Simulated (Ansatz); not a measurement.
## Loss of HF: C2H6FSi → C2H5Si + HF

Species: C2H6FSi `[CH2]C[SiH2]F`, doublet; C2H5Si `C=C[SiH2]`, doublet; HF, singlet. 

Shapes, held fixed at every level: PBE0-D4/def2-TZVP. Flexible molecules stand in one conformer, not always the lowest. Programs: Ansatz 0.2.0. The zero-point and thermal change to 298 K, harmonic and unscaled (PBE0-D4/def2-TZVP), is -6.5 kJ/mol.

| level | kind | ΔH(298 K) (kJ/mol) | CPU time (sum over the molecules) |
| --- | --- | --- | --- |
| HF/def2-SVP | Hartree–Fock | +222.6 | – |
| HF/def2-TZVPP | Hartree–Fock | +232.1 | – |
| PBE-D4/def2-TZVPP | GGA | +208.7 | 26 s |
| r2SCAN-D4/def2-TZVPP | meta-GGA | +233.6 | 59 s |
| B3LYP-D4/def2-TZVPP | global hybrid | +217.9 | 40 s |
| r2SCAN0-D4/def2-TZVPP | global hybrid | +241.9 | 60 s |
| B2PLYP/def2-TZVPP | double hybrid | +221.1 | 49 s |

B2PLYP/def2-TZVPP gives ΔH(298 K) = +221.1 kJ/mol; the levels span +208.7 to +241.9. The median of the levels is +222.6. No measured value is set beside it here. Spin contamination: C2H5Si (⟨S²⟩ up to 0.90). Open shells run unrestricted. Times are processor times on shared x86 and Arm servers, and rough.

Loss of HF from this radical is strongly endothermic at every level, from +208.7 to +241.9 kJ/mol, so the sign is secure but the magnitude is not. The cost comes mainly from the Si–F bond, one of the strongest single bonds silicon forms, with its large ionic contribution. Forming H–F and the C=C π bond repays only part of the price of breaking Si–F and C–H. Delocalisation of the unpaired electron over the vinylsilyl product should help only modestly, because silicon 3p overlaps poorly with carbon 2p in a π system.

Exact exchange alone does not order the methods. Adding it to r2SCAN raises the enthalpy, yet r2SCAN itself lies above B3LYP, and Hartree–Fock in the larger basis lies below r2SCAN0. The semilocal description of exchange and correlation therefore matters as well. The endothermicity makes HF loss an unlikely thermal route at ordinary temperatures, but whether it could compete with β-scission to ethene and a fluorosilyl radical is not shown.
